**SnSe₂: predicting the levels at Γ from six other points**

Where do the levels of SnSe₂ lie at Γ, the centre of the Brillouin zone, judging from six other points of the mesh? For a transistor channel the question is practical, because conduction electrons collect in the lowest valley. In the table, "level under 1" is the highest valence level at a point and "level over 1" the lowest conduction level. Energies count from the highest valence level on the whole mesh, which is found at point 2.

FLEUR MaX-R8.1 (later development tree), all-electron FLAPW calculation with the PW91 functional for bulk SnSe₂ (P-3m1), without spin polarisation, spin–orbit coupling or dispersion correction. The k mesh is 8×8×5, with Fermi–Dirac smearing of 0.05 eV. Levels are numbered outward from the gap, and energies count from the highest valence level on the mesh.

| point a (reciprocal cell vector) | point b (reciprocal cell vector) | point c (reciprocal cell vector) | level under 4 (eV) | level under 3 (eV) | level under 2 (eV) | level under 1 (eV) | level over 1 (eV) | level over 2 (eV) |
| --- | --- | --- | --- | --- | --- | --- | --- | --- |
| 0.0000 | 0.0000 | 0.0000 | ? | ? | ? | ? | ? | ? |
| 0.0000 | 0.1250 | 0.0000 | -1.267 | -1.134 | -0.142 | 0.000 | 2.087 | 3.636 |
| 0.0000 | 0.1250 | 0.4000 | -1.731 | -1.156 | -0.877 | -0.290 | 2.305 | 3.820 |
| 0.0000 | 0.2500 | 0.2000 | -2.306 | -1.910 | -0.702 | -0.286 | 1.609 | 4.322 |
| 0.0000 | 0.5000 | 0.0000 | -2.899 | -2.671 | -1.196 | -0.303 | 1.147 | 3.797 |
| 0.2500 | 0.2500 | 0.0000 | -3.563 | -2.481 | -1.858 | -0.795 | 1.699 | 5.850 |
| 0.2500 | 0.3750 | 0.0000 | -3.603 | -3.045 | -1.625 | -1.310 | 1.483 | 6.156 |

**Valence levels.** These should be mainly Se 4p states. The threefold axis makes the in-plane orbitals p<sub>x</sub> and p<sub>y</sub> equal in energy at Γ when spin–orbit coupling is left out, as it is here. On the way to M (point 5), the orbital along the path should fall fast and the one across it slowly. I therefore expect pairs at Γ that open away from it.

The slow fall can be estimated from hopping between neighbouring Se atoms in a flat triangular sheet, with strength $\sigma$ head-on and $\pi$ sideways. Between Γ and point 2, four of the six neighbours change phase equally, so the falls stand as $(\sigma+3\pi)$ across to $(3\sigma+\pi)$ along. With a rough $\pi/\sigma=-1/4$, the slow fall is $(1-3/4)/(2\times 5/4)=0.1$ of the pair's splitting. Point 3 suggests a splitting of 0.587 eV, hence a fall of 0.059 eV.

Added to the second level of point 2, this puts the upper pair at $-0.142+0.059=-0.083$ eV. Added to the top level, it would exceed the zero. The same step places the lower pair near -1.08 eV. For p<sub>z</sub>, which points out of the layer, I take -0.81 eV, midway between that pair and an estimate from the sum of two mixing levels.

**Conduction levels.** A cosine band was fitted to level over 1 at points 2, 4 and 5, assuming that coupling between layers drops out there. Leaving out one point at a time gives an error of 0.16 eV, which I use as the error bar. The second level is extrapolated from points 2 and 4.

Forecasts for Γ, in eV:

- under 1 and under 2: equal, -0.08 (-0.20 to 0)
- under 3: -0.81 (-1.10 to -0.50)
- under 4: -1.08 (-1.25 to -0.90)
- over 1: 2.21 (2.05 to 2.37)
- over 2: 3.35 (3.05 to 3.65)

The withheld rows as computed:

| point a (reciprocal cell vector) | point b (reciprocal cell vector) | point c (reciprocal cell vector) | level under 4 (eV) | level under 3 (eV) | level under 2 (eV) | level under 1 (eV) | level over 1 (eV) | level over 2 (eV) |
| --- | --- | --- | --- | --- | --- | --- | --- | --- |
| 0.0000 | 0.0000 | 0.0000 | -0.699 | -0.388 | -0.388 | -0.009 | 1.058 | 2.950 |

Only level under 1 falls within its range, and it does so for the wrong reason. The largest miss is the lowest conduction level: it lies at 1.058 eV, 1.15 eV below the forecast and about seven error bars away. The second conduction level is 0.40 eV lower than forecast. The printed output after this text lists each miss.

**What went wrong in the valence band.** The equal pair exists, but one place lower, at -0.388 eV. Above it stands a single level at -0.009 eV. Among Se 4p states, symmetry leaves only p<sub>z</sub> for a single level at Γ. Its high position fits orbitals that meet out of phase across the gap between layers, although no orbital weights test this. The assumed slow fall also has the wrong sign: the second level lies 0.246 eV higher at point 2 than at Γ, so one member of the pair rises on the way there. The fourth level, at -0.699 eV, is 0.38 eV above its forecast. With no fifth level listed, the table cannot show whether it is single or half of a second pair. Spin–orbit coupling would split the pair by tenths of an eV, so the spacing below the top is insecure.

**What went wrong in the conduction band.** From Γ to point 2 the lowest conduction level climbs by $2.087-1.058=1.029$ eV, then lies lower again at M. A smooth cosine through points outside this dip cannot find it. This level should be built largely on Sn 5s, though no orbital weights test that. Symmetry then offers a cause: at Γ such an s-like state cannot mix with p<sub>x</sub> and p<sub>y</sub> of Se, but a step sideways allows it. This mixing grows at first in proportion to the step and pushes the conduction level up, away from the p levels below.

That is only part of the account, because the s-like state already mixes with p<sub>z</sub> at Γ, and this mixing weakens with the step. The Sn–Se bonds at each Se atom meet almost at right angles. If all p levels were equally high, the gain and the loss through these bonds would nearly cancel. A net rise is expected if the p<sub>x</sub> and p<sub>y</sub> levels that take part lie above the p<sub>z</sub> level that does. That p<sub>z</sub> level is not the one at the valence top, if the top is indeed out of phase across the gap between layers. Its two Se orbitals in each layer then point the same way, and their couplings to the Sn s orbital between them cancel at Γ. Direct coupling between Sn s orbitals can add to it, and these energies do not separate the shares.

Gallium arsenide is the simpler case. Its s-like conduction band also rises steeply from Γ because it mixes with p states below. There no p orbital mixes with the s-like state at Γ, so a small step can only add such mixing. In SnSe₂ the step also takes some away from p<sub>z</sub>.

**What follows for a channel.** Γ lies 0.089 eV below M, but it is not the lowest valley. The gap on the mesh, 0.793 eV, puts the conduction minimum another $1.058-0.793=0.265$ eV down, at a point outside this table. That is about ten times the thermal energy at room temperature, so in this calculation few electrons at equilibrium would occupy Γ. PW91 makes gaps too small, and its valley spacings also need a check before they enter a device model.

The working rule is to compute Γ itself. Symmetry can forbid mixing there that is already strong one mesh step away, and an error bar taken from the neighbours need not contain that change.

Output of the analysis:

```
fit of level_over_1 on 3 rows ((point_a < 0.01) & (abs(inter) < 0.01)): constant 1.395 +/- 0.048, coefficient of shell 0.2724 +/- 0.03; rms 0.0416, worst 0.0 0.0585, leave-one-out rms 0.16
  rows outside the fit (model, value, miss): 0.0 2.212, 1.058, 1.15; 0.0 2.053, 2.305, -0.252; 0.25 1.123, 1.699, -0.576; 0.25 1.01, 1.483, -0.473
lowest conduction level estimated at unlisted point (0, 0.5, 0.4) [eV]: 0.8387
that estimate less the mesh gap [eV]: 0.0457
splitting of upper valence pair in row 3 [eV]: 0.587
splitting of lower valence pair in row 3 [eV]: 0.575
slow fall of the p level across k from Gamma to row 2 [eV]: 0.0587
pz level from the sum of mixing levels [eV]: -0.538
half the distance between the two pz estimates [eV]: 0.2686
Gamma forecast for under 1 and under 2 (range -0.20 to 0) [eV]: -0.0833
Gamma computed under 1 [eV]: -0.009
Gamma forecast less computed under 1 [eV]: -0.0743
Gamma computed under 2 [eV]: -0.388
Gamma forecast less computed under 2 [eV]: 0.3047
Gamma forecast for under 3 (range -1.10 to -0.50) [eV]: -0.8066
Gamma computed under 3 [eV]: -0.388
Gamma forecast less computed under 3 [eV]: -0.4186
Gamma forecast for under 4 (range -1.25 to -0.90) [eV]: -1.075
Gamma computed under 4 [eV]: -0.699
Gamma forecast less computed under 4 [eV]: -0.3763
Gamma forecast for over 2 (range 3.05 to 3.65) [eV]: 3.352
Gamma computed over 2 [eV]: 2.95
Gamma forecast less computed over 2 [eV]: 0.4018
lowest conduction level at Gamma less that at M [eV]: -0.089
lowest conduction level in row 6 less that at M [eV]: 0.552
```
